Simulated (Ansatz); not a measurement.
# WC: energy above lowest point against volume scale

Results calculated with Ansatz 0.2.0, not measured. Free energy against uniform scaling of the volume at fixed shape and fractions; periodic cell, basis, potentials, k mesh and filling as listed.

The cell before it is scaled or strained (space group Fm-3m, No. 225):
```
WC
1.0
      0.0000     2.1927     2.1927
      2.1927     0.0000     2.1927
      2.1927     2.1927     0.0000
W C
1 1
Direct
  0.00000 0.00000 0.00000
  0.50000 0.50000 0.50000
```

Settings of every row: functional PBEsol; dispersion none; potentials all-electron LAPW; k mesh 11x11x11; k shift 0x0x0; occupations fermi dirac; smearing width 0.1 eV; spin none; basis error target 0.0005 eV/atom.

Limits: coarse k mesh, up to 40 meV an atom off; no spin-orbit coupling, which can matter with elements this heavy; the cell comes from a prototype or a list of computed structures and needn't be the stable phase.

```
row  volume scale  V (Å³/atom)  energy above lowest point (meV/atom)
  1          0.94         9.91                                  15.6
  2          0.97       10.226                                     0
  3             1       10.542                                   8.5
  4          1.03       10.859                                     ?
  5          1.06       11.175                                  83.9
```

Question: what energy above lowest point should row 4 give?

Worked fit of energy above lowest point. Take u = (V_r/V)^(2/3) − 1 with V_r = 10.384 Å³ an atom, which is twice the finite (Eulerian) strain; such expansions in the strain, on which the Birch-Murnaghan equation of state is built, carry the rest volume and the bulk modulus. The shown rows have u = 0.03164, 0.01027, -0.01002, -0.04776. Least squares give energy above lowest point = 1.5 − 419.9 × u + 27338 × u² meV/atom; a straight line predicts inner rows, each left out in turn, worse (root mean square 27 against 0.13 meV/atom). The rows lie off it by 0.0, -0.1, 0.0, 0.0. Its lowest point lies at u = 0.0077, or V = 10.27 Å³ an atom, and the curvature there gives the bulk modulus at fixed shape and fractions, B = (4/9)(1 + u)² E″(u)/V = 385 GPa. The withheld row has u = -0.02938, so the fit gives 1.5 − 419.9 × (-0.02938) + 27338 × (-0.02938)² = 37.4 meV/atom.

The calculation gave 37.5 meV/atom. The fit lies 0.1 meV/atom (0.12 % of the column's range) below it, one unit of the last digit.
